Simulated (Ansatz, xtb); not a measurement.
## Ranking isomers of C2H11AlGeSi

5 gas-phase structures of C2H11AlGeSi, from a drawn sample of its isomers (lower ones may exist). Each was relaxed with GFN2-xTB; where two conformers were screened, the lower at r2SCAN-D4/def2-SVP//GFN2-xTB is listed:

A. `[CH3][AlH][C@@H]([SiH3])[GeH3]`, a singlet
B. `[CH3][Al]([GeH3])[CH2][SiH3]`, a singlet
C. a singlet given by its coordinates
D. `[CH3][Al]([SiH3])[CH2][GeH3]`, a singlet
E. `[SiH3][CH2][AlH][CH2][GeH3]`, a singlet

C (Å):

```xyz
16

C     0.5141   -1.8107    2.9317
C     0.5037   -0.1424   -0.2052
Al    1.3681   -1.1876    1.2539
Ge    0.5570    1.7035    0.4929
Si   -1.2431   -0.5619   -0.8297
H     0.2431   -1.0004    3.6188
H     1.1791   -2.4806    3.4908
H    -0.4115   -2.3693    2.7412
H     2.8988   -1.3470    1.0384
H     1.1862   -0.1600   -1.0710
H    -2.2180   -0.4586    0.2611
H    -1.2286   -1.9405   -1.3431
H    -1.6495    0.3440   -1.9131
H     0.1905    2.7621   -0.5171
H    -0.3716    1.9048    1.6553
H     1.9237    2.0775    1.0088
```

Close contacts (Å): C1–Al3 1.98, C2–Al3 1.99, C2–Ge4 1.97, C2–Si5 1.90, Al3–Ge4 3.10, C1–H6 1.10, C1–H7 1.10, C1–H8 1.10, C2–H10 1.10, Al3–H9 1.55, Ge4–H14 1.51, Ge4–H15 1.50, Ge4–H16 1.51, Si5–H11 1.47, Si5–H12 1.47, Si5–H13 1.47.

Problem. Make a reasoned guess at their ranking by r2SCAN-D4/def2-SVP//GFN2-xTB single-point energy.

Solution. Calculated order at r2SCAN-D4/def2-SVP//GFN2-xTB: B (0.0), C (33.8), A (35.1), D (36.2), E (37.7) kJ/mol. Less than 1 kcal/mol parts C and A; A and D; D and E, so the order within those pairs means little.

Energies above the lowest of each column, in kJ/mol; the last columns are at r2SCAN-D4/def2-SVP geometries and were run for some of them only (a dash: not run or not comparable):

```json
{"structure": "B", "GFN2-xTB": "0.0", "HF/STO-3G": "0.0", "r2SCAN-D4/def2-SVP//GFN2-xTB": "0.0", "r2SCAN-D4/def2-SVP": "0.0", "CCSD(T)/def2-SVP + ΔMP2/def2-TZVPP": "0.0"}
{"structure": "C", "GFN2-xTB": "3.9", "HF/STO-3G": "59.0", "r2SCAN-D4/def2-SVP//GFN2-xTB": "33.8", "r2SCAN-D4/def2-SVP": "34.5", "CCSD(T)/def2-SVP + ΔMP2/def2-TZVPP": "25.7"}
{"structure": "A", "GFN2-xTB": "2.1", "HF/STO-3G": "59.1", "r2SCAN-D4/def2-SVP//GFN2-xTB": "35.1", "r2SCAN-D4/def2-SVP": "–", "CCSD(T)/def2-SVP + ΔMP2/def2-TZVPP": "–"}
{"structure": "D", "GFN2-xTB": "36.4", "HF/STO-3G": "38.1", "r2SCAN-D4/def2-SVP//GFN2-xTB": "36.2", "r2SCAN-D4/def2-SVP": "38.8", "CCSD(T)/def2-SVP + ΔMP2/def2-TZVPP": "36.5"}
{"structure": "E", "GFN2-xTB": "4.0", "HF/STO-3G": "50.7", "r2SCAN-D4/def2-SVP//GFN2-xTB": "37.7", "r2SCAN-D4/def2-SVP": "40.2", "CCSD(T)/def2-SVP + ΔMP2/def2-TZVPP": "32.6"}
```

Every level run on B puts it lowest or level with the lowest. CCSD(T)/def2-SVP + ΔMP2/def2-TZVPP orders those it was run on as B (0.0), C (25.7), E (32.6), D (36.5) kJ/mol. Less than 1 kcal/mol parts E and D, so the order within that pair means little. Flexible structures stand in one conformer each, not always the lowest. B keeps a small imaginary mode. Frequencies (GFN2-xTB) were run for B, D, E alone. ΔMP2 is the change of the MP2 energy from the smaller to the larger basis.

Over these structures GFN2-xTB departs from r2SCAN-D4/def2-SVP//GFN2-xTB by 15.5 kJ/mol on average once a common shift is removed. A GFN2-xTB relaxation took about 0.62 s and the r2SCAN-D4/def2-SVP//GFN2-xTB energy about 6.9 s on a shared host (Ansatz 0.2.0, xtb 6.7.1).

B is clearly the most stable of the five, and the reason probably lies in how the bonds are shared out. Exchanging Si and Ge between aluminium and carbon turns B into D, replacing a Si–C bond with a weaker Ge–C bond while Al–Ge becomes Al–Si. The cost, 36.2 kJ/mol, suggests that carbon's preference for silicon dominates. A, C and E keep the Si–C bond but trade B's Al–Ge and one C–H bond for Al–H and Ge–C, which is also unfavourable.

A and C share the same connectivity, so their small separation is conformational; handedness alone could not produce it. GFN2-xTB reproduces the B–D gap but puts all three Al–H isomers almost level with B, which points to a poor balance between Al–H/Ge–C and Al–Ge/C–H bonding rather than a general failure for these elements. The order applies to isolated monomers: three-coordinate aluminium is Lewis acidic, and association through hydride bridges could favour the Al–H isomers.
